## Spin splitting and screening of the 5s level in Ce⁺

Ce⁺ has three electrons outside a xenon core. Placing them by hand in 4f, 5d, 6s or 6p and relaxing the spherical spin-polarised LDA atom shows how a filled shell, here 5s, responds. ε is a Kohn-Sham eigenvalue, and ε(5s down) − ε(5s up) is called the gap.

Spin-polarised, scalar-relativistic all-electron Kohn-Sham calculations for Ce⁺ (Z = 58) with spherical densities, the LDA functional (Slater exchange, VWN5 correlation) and a point nucleus, run with Quantum ESPRESSO ld1.x 7.5. Eigenvalues are negative for bound levels.

| configuration | eigenvalue (5s up) (eV) | eigenvalue (5s down) (eV) | mean radius (5s up) (bohr) | mean radius (5s down) (bohr) | ε(5s down) − ε(5s up) (eV) |
| --- | --- | --- | --- | --- | --- |
| [Xe] (4f up)1 (5d up)2 | -45.071 | -44.074 | 1.5204 | 1.5171 | 0.9970 |
| [Xe] (4f up)1 (5d up)1 (6p up)1 | -48.086 | -47.271 | 1.5128 | 1.5124 | 0.8149 |
| [Xe] (4f up)1 (5d up)1 (6s up)1 | -47.029 | -46.206 | 1.5143 | 1.5129 | 0.8231 |
| [Xe] (5d up)2 (6s up)1 | -50.438 | -49.702 | 1.4859 | 1.4780 | 0.7362 |
| [Xe] (6s up)1 (6p up)2 | -56.822 | -56.594 | 1.4681 | 1.4655 | 0.2275 |
| [Xe] (5d up)3 | -48.316 | -47.402 | 1.4921 | 1.4825 | 0.9145 |
| [Xe] (4f up)3 | -40.356 | -39.144 | 1.5617 | 1.5703 | 1.2113 |
| [Xe] (5d up)1 (6p up)2 | -54.621 | -54.120 | 1.4762 | 1.4717 | 0.5010 |
| [Xe] (4f up)2 (5d up)1 | -42.089 | -40.969 | 1.5456 | 1.5489 | 1.1201 |
| [Xe] (5d up)1 6s2 | -52.653 | -52.282 | 1.4778 | 1.4745 | 0.3706 |

### 1. Which spin lies deeper, and why?

The up level, in every row. Both spins feel the same nuclear and Hartree potential, so to first order the gap is the 5s average of v↓ − v↑, the difference of the exchange-correlation potentials. Slater exchange gives vσ = −(6ρσ/π)^(1/3). With ρ↑,↓ = (ρ ± m)/2 and a small spin density m,

v↓ − v↑ ≈ ⅓ (6/π)^(1/3) (ρ/2)^(−2/3) m,

which is positive where up electrons are in excess. Correlation weakens this without reversing it.

### 2. Does the number of unpaired electrons fix the gap?

No. Nine rows have three, yet their gaps run from 0.23 to 1.21 eV, and 5d¹ 6s² with one unpaired electron splits more than 6s¹ 6p² with three. In the formula m counts only where 5s has weight, around 1.5 bohr.

### 3. How much does each shell contribute?

If each open shell keeps its shape from row to row and the core responds in proportion, the linear formula gives gap = Σ nₗJₗ, with nₗ the unpaired electrons in shell l. Least squares on all ten rows yields J = 0.403, 0.313, 0.093 and 0.083 eV for 4f, 5d, 6s and 6p; the last two are too close to rank. The rms error is 0.027 eV, or 0.045 eV when each row is predicted from the other nine.

For 4f¹ 5d², a fitted row, 0.403 + 2 × 0.313 ≈ 1.03 eV against the computed 0.997 eV, a miss of 3 % of the latter. The worst misses relative to the computed gap are 5d¹ 6s² (fit 15.5 % low) and 6s¹ 6p² (13 % high). A guess for the former is that its 5d is more compact (mean radius 2.43 bohr, against 2.62 in 5d³) and its 6s pair is itself polarised. The J values include core polarisation and are not Slater integrals.

### 4. Is it the location of the spin or the depth of the level?

Deeper levels tend to split less, and a least-squares line in the mean 5s eigenvalue fits the ten gaps to 0.077 eV rms. But 5d³ lies 0.18 eV deeper than 4f¹ 5d¹ 6p¹ and splits 0.10 eV more. Neighbouring shells in the same calculations point to location:

- 4s, near 0.64 bohr, splits by 1.53 eV in 4f³ and 0.15 eV in 5d³;
- 5s splits by 1.21 and 0.91 eV;
- 5p, further out than 5s in both rows, splits by 1.01 and 1.16 eV, so the order reverses.

The further out the probing orbital, the more 5d spin counts. The factor ρ^(−2/3) argues in the same direction, because it favours the dilute outer region where 5d lies.

### 5. Why is the up orbital usually larger, but not always?

The extra attraction pulls the up orbital towards the spin density: outward for 5d, 6s and 6p, inward for 4f. The same additive fit to r(up) − r(down), the difference of mean radii, gives −0.0030 bohr per 4f and +0.0032 bohr per 5d electron, with 0.0002 bohr rms. That counting reproduces the negative sign in 4f³ and 4f² 5d¹ and the near cancellation in 4f¹ 5d¹ 6p¹. In 4f³ "inward" needs care: the 4f mean radius, 1.68 bohr, exceeds that of 5s, but its ⟨1/r⟩ is the larger (0.98 against 0.85 bohr⁻¹), the signature of an inner peak with a long tail.

### 6. Why does the level move by 17 eV while the gap changes by 1 eV?

The shift is mainly direct Coulomb repulsion, which acts on both spins alike and so cancels in the gap to first order; only the much smaller exchange-correlation difference is left there. A charge inside a hollow sphere of radius R carrying one electron feels the constant potential 1/R, so an outer electron should raise 5s by its ⟨1/r⟩. A least-squares line of the mean 5s eigenvalue against Σ⟨1/r⟩ (in eV, from the relaxed valence orbitals) through the five 4f-free rows has slope 0.63 and misses by at most 0.17 eV.

The analogy is bounded in two ways. The sphere's interior is rigid, whereas the core relaxes. From 5d³ to 6s¹ 6p² the sum falls from 40.5 to 26.4 eV, by 14.1 eV; the mean 5s level drops by only 8.85 eV, and even 1s up, fully enclosed, moves from −40240.9 to −40250.5 eV, under 10 eV. For 1s, contraction of the core supplies most of the reduction: the ⟨1/r⟩ of the six 5p electrons rises, which restores about 3.7 of the missing 4.6 eV. The same is likely for 5s, though its overlap with 5p makes the count less simple.

Second, 4f overlaps 5s, so the smaller of the two ⟨1/r⟩ only bounds their repulsion from above. The four 4f rows tested this way lie 2 to 10 eV below the line. The steps 5d³ → 4f¹ 5d² → 4f² 5d¹ → 4f³ shrink from 3.29 to 3.04 to 1.78 eV as 4f swells from 1.11 to 1.68 bohr, consistent with weaker screening.

### 7. What would change the answer, and which digits hold?

Without spin polarisation the gap vanishes exactly and, to first order, the level sits near the mean of the two. For 4f² 6s¹ the counting predicts 2 × 0.403 + 0.093 ≈ 0.90 eV, good to perhaps 0.05 eV. A heavier lanthanide with more unpaired 4f electrons should split more, though these constants belong to Ce⁺.

Gap and eigenvalue difference agree within 0.0007 eV, as rounding allows, so the model's misses of 0.01 eV and more are real non-additivity; the 0.0004 bohr radius difference carries one figure. Physical accuracy is far coarser. The 4f up eigenvalue in 4f³ is only −2.8 eV (−9.9 eV in 4f¹ 5d²). It is not a removal energy, and LDA self-interaction is known to push 4f levels up, so that row may be partly artefact. Several rows are not aufbau states: in 5d¹ 6p² the empty 5d down level (−12.55 eV) lies below the occupied 6p (−7.84 eV). With spherical shells and no spin-orbit coupling, the gap is an eigenvalue difference, not a photoemission multiplet splitting.
